Dear colleague,

Your vibrational term values fit a quadratic in $n+\tfrac12$, and you want to know whether such a quadratic can be an exact spectrum and where its ladder ends. For the potential that Morse introduced in 1929 both questions have closed answers. I derive them below, state what the derivation leaves out, and put in numbers for the ground state of N$_2$.

## Premises and notation

1. Born–Oppenheimer separation: the nuclei move on one potential curve $V(r)$ of a $^1\Sigma$ state, with reduced mass $\mu$.
2. No rotation, $J=0$. With the radial function written as $u(r)/r$, $u$ obeys a one-dimensional equation and $\int |u|^2 dr=1$.
3. The curve has the Morse form, with the zero of energy at the minimum and the dissociation limit at $E=D$:
$$-\frac{\hbar^2}{2\mu}\frac{d^2u}{dr^2}+D\left(1-e^{-a(r-r_e)}\right)^2u=E\,u,\qquad D,a>0. \tag{1}$$
4. The variable $r$ runs over the whole line, $-\infty<r<\infty$. The molecule has $r\ge 0$ and $u(0)=0$; I estimate the cost of this replacement later.

A bound level is a real $E$ with a square-integrable $u$. Near the minimum $V\approx Da^2(r-r_e)^2$, so the force constant is $2Da^2$ and the harmonic angular frequency is $\omega=a\sqrt{2D/\mu}$. Define an energy unit and a pure number,
$$\epsilon_0=\frac{\hbar^2a^2}{2\mu},\qquad \lambda=\frac{\sqrt{2\mu D}}{a\hbar}. \tag{2}$$
Direct multiplication gives three identities:
$$\epsilon_0\lambda^2=D,\qquad 2\epsilon_0\lambda=\hbar a\sqrt{2D/\mu}=\hbar\omega,\qquad \epsilon_0=\frac{(\hbar\omega)^2}{4D}. \tag{3}$$
The third is the square of the second divided by four times the first, and the first over the second gives $\lambda=2D/\hbar\omega$.

## Step 1: dimensionless form

Put $\xi=a(r-r_e)$, expand the square as $1-2e^{-\xi}+e^{-2\xi}$, move the constant $D$ to the right and divide by $\epsilon_0$:
$$-\frac{d^2u}{d\xi^2}+\lambda^2\left(e^{-2\xi}-2e^{-\xi}\right)u=-s^2u,\qquad E=D-\epsilon_0s^2. \tag{4}$$
Energies below dissociation have real $s>0$, the limit itself has $s=0$, and energies above it have $s=ik$ with real $k$. Only $\lambda$ is left, so the number of levels depends on $\lambda$ alone.

## Step 2: remove the exponentials

Take $y=2\lambda e^{-\xi}$. Large separations map to $y\to0$, the minimum to $y=2\lambda$, and the repulsive wall to $y\to\infty$. Since $dy/d\xi=-y$, we have $d/d\xi=-y\,d/dy$ and $d^2/d\xi^2=y^2d^2/dy^2+y\,d/dy$. Also $\lambda^2e^{-2\xi}=y^2/4$ and $2\lambda^2e^{-\xi}=\lambda y$. With primes for $d/dy$, Eq. (4) becomes
$$y^2u''+y\,u'+\left(-\frac{y^2}{4}+\lambda y-s^2\right)u=0, \tag{5}$$
and the norm is $\int|u|^2dr=a^{-1}\int_0^\infty|u|^2\,dy/y$. The weight $1/y$ matters: $u$ must vanish at $y=0$.

## Step 3: the condition at large distance

The point $y=0$ is a regular singular point of Eq. (5). A trial power $y^p$ gives $p(p-1)+p-s^2=0$, so $p=\pm s$.

- For $E>D$ the two solutions behave as $y^{\pm ik}\propto e^{\mp ik\xi}$. No combination decays, so there is no bound level.
- For $E=D$ the root is double, and the solutions tend to a constant or to $\ln y$, which is linear in $r$. Neither is normalisable.
- For $E<D$ one solution, $u_1\sim y^s\propto e^{-s\xi}$, decays. Eq. (4) has no first derivative, so an independent solution is $u_1\int d\xi/u_1^2\propto e^{+s\xi}$, which grows and is rejected. This argument holds also when $2s$ is an integer.

Bound levels therefore need $s>0$, and $u$ must be the solution that starts as $y^s$.

## Step 4: factor out both ends

At large $y$ the dominant balance is $u''\approx u/4$, which suggests $e^{-y/2}$. Write $u=g f$ with $g=y^se^{-y/2}$; this is a change of unknown and loses nothing. Then $g'/g=s/y-\tfrac12$ and $g''/g=(s/y-\tfrac12)^2-s/y^2$. In Eq. (5) divided by $g$, the coefficient of $f''$ is $y^2$ and that of $f'$ is $2y^2g'/g+y=(2s+1)y-y^2$. The coefficient of $f$ is
$$\left[s^2-\left(s+\tfrac12\right)y+\frac{y^2}{4}\right]+\left[-\frac{y^2}{4}+\lambda y-s^2\right]=\left(\lambda-s-\tfrac12\right)y .$$
Dividing by $y$ leaves Kummer's equation,
$$y f''+(2s+1-y)f'+\nu f=0,\qquad \nu=\lambda-s-\tfrac12 . \tag{6}$$
By Step 3, $f$ is the power series $\sum_k c_ky^k$ with $c_0\neq0$. The coefficient of $y^k$ in Eq. (6) is $(k+1)k\,c_{k+1}+(2s+1)(k+1)c_{k+1}-k\,c_k+\nu c_k$, and setting it to zero gives
$$c_{k+1}=\frac{k-\nu}{(k+1)(k+2s+1)}\,c_k . \tag{7}$$
The denominators never vanish because $s>0$, and the series converges for all $y$.

## Step 5: the condition under the wall

Suppose $\nu$ is not one of $0,1,2,\dots$ Then no $c_k$ vanishes. The ratio $(k-\nu)/(k+2s+1)$ tends to 1, so it exceeds $3/4$ for all $k$ from some $K$ on. From there the $c_k$ share one sign and $|c_k|\ge C(3/4)^k/k!$ with $C>0$. Hence $|f|\ge Ce^{3y/4}$ minus a polynomial, $|u|$ grows at least like $y^se^{y/4}$, and the norm diverges.

If $\nu=n$, a non-negative integer, Eq. (7) gives $c_{n+1}=0$, $f$ is a polynomial of degree $n$, and $\int y^{2s-1}e^{-y}f^2dy$ converges at infinity through the exponential and at zero because $s>0$. The two conditions together are necessary and sufficient:
$$s_n=\lambda-n-\tfrac12>0,\qquad n=0,1,2,\dots \tag{8}$$

## Step 6: spectrum and number of levels

Insert Eq. (8) in Eq. (4), expand the square, and use Eq. (3):
$$E_n=D-\epsilon_0\left(\lambda-n-\tfrac12\right)^2=D-\epsilon_0\lambda^2+2\epsilon_0\lambda\left(n+\tfrac12\right)-\epsilon_0\left(n+\tfrac12\right)^2,$$
$$E_n=\hbar\omega\left(n+\tfrac12\right)-\frac{\left[\hbar\omega\left(n+\tfrac12\right)\right]^2}{4D},\qquad 0\le n<\lambda-\tfrac12 . \tag{9}$$
In wavenumbers, with $G(n)=E_n/hc$, $D_e=D/hc$ and $\omega_e=\omega/2\pi c$,
$$G(n)=\omega_e\left(n+\tfrac12\right)-\omega_ex_e\left(n+\tfrac12\right)^2,\quad \omega_ex_e=\frac{\epsilon_0}{hc}=\frac{\omega_e^2}{4D_e},\quad \lambda=\frac{2D_e}{\omega_e}=\frac{\omega_e}{2\omega_ex_e}. \tag{10}$$
There is no constant term and no cubic term. The spacings $\Delta G_{n+1/2}=G(n+1)-G(n)=\omega_e-2\omega_ex_e(n+1)$ lie on a straight line, so the Birge–Sponer plot of this model is exactly linear.

The number of integers allowed by Eq. (8) is
$$N=\left\lceil\lambda-\tfrac12\right\rceil , \tag{11}$$
the smallest integer not below $\lambda-\tfrac12$. It is zero for $0<\lambda\le\tfrac12$. When $\lambda-\tfrac12$ is itself an integer, the candidate $n=\lambda-\tfrac12$ has $s=0$, sits at the dissociation limit and does not count. The parabola of Eq. (9) has its maximum $D$ at $n=\lambda-\tfrac12$. Beyond it the formula returns energies below $D$ again, but these have $s<0$, grow at large $r$, and are spurious. The top level has $0<s\le1$, so it is bound by at most $\epsilon_0$, and the last spacing, $\epsilon_0(2s+1)$, lies between $\epsilon_0$ and $3\epsilon_0$. Morse levels do not crowd together at the limit.

## Step 7: eigenfunctions

Let $\beta=2s_n$. By the Leibniz rule,
$$L_n^{(\beta)}(y)=\frac{y^{-\beta}e^{y}}{n!}\frac{d^n}{dy^n}\left(y^{n+\beta}e^{-y}\right)=\sum_{k=0}^n\binom{n+\beta}{n-k}\frac{(-y)^k}{k!},$$
and the ratio of successive coefficients, $-(n-k)/[(k+1)(k+\beta+1)]$, is that of Eq. (7). So $f$ is this Laguerre polynomial. For the norm we need $\mathcal I=\int_0^\infty y^{\beta-1}e^{-y}L^2dy$. Split one factor as $L/y=L(0)/y+p(y)$, with $p$ a polynomial of degree below $n$, and write the other factor in the derivative form. Integrating by parts $n$ times, with end terms that vanish like $y^\beta$ or faster, removes $p$ and turns $1/y$ into $n!\,y^{-n-1}$. Thus $\mathcal I=L(0)\int y^{\beta-1}e^{-y}dy=L(0)\Gamma(\beta)$, and $L(0)=\Gamma(n+\beta+1)/[n!\,\Gamma(\beta+1)]$ gives $\mathcal I=\Gamma(n+\beta+1)/(n!\,\beta)$. With $n+\beta+1=2\lambda-n$,
$$u_n=\sqrt{\frac{2s_n\,a\,n!}{\Gamma(2\lambda-n)}}\;y^{s_n}e^{-y/2}L_n^{(2s_n)}(y). \tag{12}$$
The integral $\mathcal I$ diverges as $s_n\to0$: the level spreads to infinity as it reaches the limit.

## Why a shallow Morse well holds nothing

You may recall that an attractive well in one dimension always binds. That theorem assumes a potential that vanishes on both sides. Here the wall forces $u$ to zero on one side, as the origin does in a three-dimensional s-wave problem, and a minimum strength is required. A second proof of the threshold needs no series. Let $A=d/d\xi+W$ with $W=-\lambda e^{-\xi}$. Then $A^\dagger A=-d^2/d\xi^2+W^2-dW/d\xi=-d^2/d\xi^2+\lambda^2e^{-2\xi}-\lambda e^{-\xi}$, and the operator on the left of Eq. (4) equals
$$A^\dagger A+\lambda(1-2\lambda)e^{-\xi}.$$
Its expectation value is $\|Au\|^2+\lambda(1-2\lambda)\langle e^{-\xi}\rangle$, which cannot be negative for $\lambda\le\tfrac12$, whereas a bound level needs $-s^2<0$. In laboratory terms $\lambda\le\tfrac12$ means $D\le\hbar\omega/4$. The end term of the partial integration is $Wu^2$, which also vanishes at a point where $u=0$, so the statement holds on the half-line too.

## Two independent checks

*Phase integral.* With $z=e^{-\xi}$ and $\sigma=s/\lambda$ the classical momentum is $p=\hbar a\lambda\sqrt{2z-z^2-\sigma^2}$ and $|dr|=dz/az$. The turning points satisfy $z_1+z_2=2$, $z_1z_2=\sigma^2$. The standard integral $\int_{z_1}^{z_2}\sqrt{(z-z_1)(z_2-z)}\,dz/z=\pi\left[(z_1+z_2)/2-\sqrt{z_1z_2}\right]$ gives $\int p\,dr/\pi\hbar=\lambda-s$. The WKB rule sets this equal to $n+\tfrac12$, which is Eq. (8). So $\lambda$ is the action of the well at the dissociation limit in units of $\pi\hbar$.

*Perturbation theory.* Take a general curve $V=D(\xi^2+c_3\xi^3+c_4\xi^4+\dots)$; the Morse form has $c_3=-1$, $c_4=7/12$. In the harmonic basis $\xi=\ell(b+b^\dagger)$ with $\ell^2=a^2\hbar/2\mu\omega=1/2\lambda$. The ladder algebra gives $\langle n|(b+b^\dagger)^4|n\rangle=6(n+\tfrac12)^2+\tfrac32$ and $\sum_{m\ne n}|\langle m|(b+b^\dagger)^3|n\rangle|^2/(m-n)=30(n+\tfrac12)^2+\tfrac72$. The prefactors are $D\ell^4=\epsilon_0/4$ and $D^2\ell^6/\hbar\omega=\epsilon_0/16$. The shift of order $\epsilon_0$ is then
$$-\epsilon_0\left(\tfrac{15}{8}c_3^2-\tfrac32c_4\right)\left(n+\tfrac12\right)^2+\epsilon_0\left(\tfrac38c_4-\tfrac7{32}c_3^2\right). \tag{13}$$
The Morse values make the first bracket $15/8-7/8=1$ and the second $7/32-7/32=0$, as Eq. (9) requires.

## Numbers for N$_2$, $X\,^1\Sigma_g^+$

I take approximate, typical inputs for $^{14}$N$_2$: $D_e\approx79\,900$ cm$^{-1}$ (9.91 eV), $\omega_e\approx2359$ cm$^{-1}$, $r_e\approx1.098$ Å, $\mu\approx7.0015$ u. The range parameter $a$ is fixed by $D_e$, $\omega_e$ and $\mu$, so the model returns these inputs by construction. Intermediate values are carried unrounded.

- $\omega_ex_e=\omega_e^2/4D_e=17.41$ cm$^{-1}$.
- $\hbar^2/(2\mu hc)=2.408$ cm$^{-1}$Å$^2$, so $a=\sqrt{\omega_ex_e/(\hbar^2/2\mu hc)}=2.689$ Å$^{-1}$ and $ar_e=2.953$.
- $\lambda=2D_e/\omega_e=67.74$, so $n<67.24$ and $N=68$ levels, $n=0$ to $67$.

| $n$ | $G(n)$ / cm$^{-1}$ | $\Delta G_{n+1/2}$ / cm$^{-1}$ | $D_e-G(n)$ / cm$^{-1}$ |
|---|---|---|---|
| 0 | 1175 | 2324 | 78725 |
| 1 | 3499 | 2289 | 76401 |
| 10 | 22850 | 1976 | 57050 |
| 30 | 55752 | 1279 | 24148 |
| 66 | 79873 | 26 | 27 |
| 67 | 79899 | none | 1.0 |

The table treats the inputs as exact, so that you can follow the arithmetic; $D_e$ was given to three figures, and the last column is no better than that for the molecule. The anharmonic term lowers the zero-point level by $\omega_ex_e/4=4.35$ cm$^{-1}$ and each successive spacing by $2\omega_ex_e=34.8$ cm$^{-1}$.

The count is fragile even within the model. At fixed $\omega_e$, each additional $\omega_e/2=1179.5$ cm$^{-1}$ of depth adds one level, and the top level, with $s_{67}=0.24$, disappears if $D_e$ is lowered by only 284 cm$^{-1}$, or 0.36 %.

## Range of validity

**The half-line.** A function with $v(0)=0$, continued by zero to $r<0$, is an admissible trial function for the whole line. By the min–max principle the true radial levels $E_n'$ lie at or above $E_n$, and their number cannot exceed Eq. (11). For the size, multiply the equation for $v$ by $u_n$, subtract the equation for $u_n$ multiplied by $v$, and integrate from 0 to $\infty$. With a dot for $d/dr$, exactly,
$$E_n'-E_n=\frac{\hbar^2}{2\mu}\,\frac{u_n(0)\,\dot v(0)}{\int_0^\infty u_nv\,dr}.$$
Deep under the wall $v\approx u_n-u_n(0)\varphi$, where $\varphi(0)=1$ and $\varphi$ decays towards larger $r$ with, to leading order, the opposite logarithmic slope to $u_n$. So $\dot v(0)\approx2\dot u_n(0)$, the overlap is close to 1, and the shift is about $(\hbar^2/\mu)u_n(0)\dot u_n(0)$. At $r=0$, $y_0=2\lambda e^{ar_e}$. For $n=0$, $\dot u_0=a(y/2-s_0)u_0$, and Eq. (12) gives
$$\frac{E_0'-E_0}{\epsilon_0}\approx\frac{(y_0-2s_0)\,y_0^{2s_0}e^{-y_0}}{\Gamma(2s_0)}. \tag{14}$$
For any $n$, the nodes lie between the turning points, where $z<2$ and $y<4\lambda$. If $y_0>4\lambda$, the factored polynomial gives $|L|\le y_0^n/n!$ and $\dot u_n/u_n<ay_0/2$, so the estimate stays below $2s_ny_0^{2\lambda}e^{-y_0}/[n!\,\Gamma(2\lambda-n)]$. For N$_2$, $4\lambda=271$, $y_0=2.60\times10^3$ and $V(0)=330\,D$. Eq. (14) gives about $10^{-892}$, the bound for $n=67$ is about $10^{-855}$, and the bounds of all levels add up to less than $10^{-850}$. The exponents move by about 3 when $r_e$ changes in its last figure. Premise 4 is harmless here, and the finite Morse value at $r=0$, in place of the Coulomb repulsion of the nuclei, is never sampled. The premise fails only when $y_0$ is not large against $4\lambda$.

**Rotation.** For $J>0$ the term $\hbar^2J(J+1)/2\mu r^2$ spoils Eq. (5). Its first-order effect is $B_nJ(J+1)$, with $B_n=B_e\langle r_e^2/r^2\rangle_n$ and $B_e=\hbar^2/(2\mu r_e^2hc)=1.997$ cm$^{-1}$. With $x=r-r_e$, expand $r_e^2/r^2\approx1-2x/r_e+3x^2/r_e^2$. To leading order $\langle x^2\rangle/r_e^2=(n+\tfrac12)\hbar/\mu\omega r_e^2=(n+\tfrac12)\,2B_e/\omega_e$. The mean force vanishes in a stationary state, and $dV/dx\approx2Da^2x-3Da^3x^2$ then gives $\langle x\rangle=\tfrac32a\langle x^2\rangle$. Together,
$$B_n\approx B_e-\alpha_e\left(n+\tfrac12\right),\qquad \alpha_e=\frac{6B_e^2}{\omega_e}\left(ar_e-1\right)=0.0198\ \text{cm}^{-1},$$
valid for $n\ll\lambda$. At $J=8$ the rotational energy, 144 cm$^{-1}$, far exceeds the anharmonic shift of the lowest level, so Eq. (10) must be set against band origins. The spacing at fixed $J$ falls by $\alpha_eJ(J+1)=1.4$ cm$^{-1}$ at $J=8$, and this equals $2\omega_ex_e$ near $J=41$.

**Shape of the well.** A real curve has $c_3$, $c_4$ and $D$ unrelated, while the Morse form ties them. By Eq. (13), raising $c_4$ alone by 10 % lowers $\omega_ex_e$ by 1.5 cm$^{-1}$, and raising $|c_3|$ alone by 10 % raises it by 6.9 cm$^{-1}$. The relation $\omega_ex_e=\omega_e^2/4D_e$ is thus a property of the model and not a law of molecules. Your data can test it: form $4D_e\,\omega_ex_e/\omega_e^2$ from your fitted constants and an independent dissociation energy. If it departs from 1, then $2D_e/\omega_e$ and $\omega_e/2\omega_ex_e$ give different $\lambda$, and no single Morse curve describes both the bottom and the depth.

**The tail.** The outer turning point follows from $z^2-2z+\sigma^2=0$: $z=1-\sqrt{1-s_n^2/\lambda^2}$, $r=r_e-a^{-1}\ln z$. This is 4.33 Å for $n=66$ and 5.55 Å for $n=67$. Two ground-state N atoms are in S states and carry no quadrupole moment, so their leading long-range attraction is $-C_6/r^6$. With a typical $C_6\approx24\,E_ha_0^6$ it amounts to 18 and 4.0 cm$^{-1}$ at those radii, against Morse binding energies of 27 and 1.0 cm$^{-1}$, and it overtakes the exponential tail $2De^{-a(r-r_e)}$ near 4.6 Å. The neglected term rivals or exceeds the whole binding of the top levels. At 5.55 Å the centrifugal energy is $0.078\,J(J+1)$ cm$^{-1}$, or 1.6 cm$^{-1}$ at $J=4$, which is also above the binding of $n=67$.

**One curve.** Corrections to the Born–Oppenheimer separation are typically of relative order $m_e/\mu=7.8\times10^{-5}$, about 0.2 cm$^{-1}$ on $\omega_e$. That is small against $\omega_ex_e$ but not against the binding of the last level. Two spins of $\tfrac32$ also couple to triplet, quintet and septet states that share the dissociation limit, and weak magnetic couplings can mix them with the highest levels once the exchange splittings have decayed.

Equations (9) and (11) are exact for Eq. (1) on the whole line, for every $\lambda>0$, and for the rotationless radial problem of N$_2$ they are exact to any precision that could matter. As a description of the molecule, the quadratic form serves for $n\ll\lambda$, with $\omega_ex_e$ best fitted to the levels and not deduced from $D_e$. The count of 68 tells you that the well holds several dozen levels, set by the action integral of the whole curve; the last units of that number, and the positions of the top levels, depend on the shape at intermediate and long range, which the Morse form does not fix.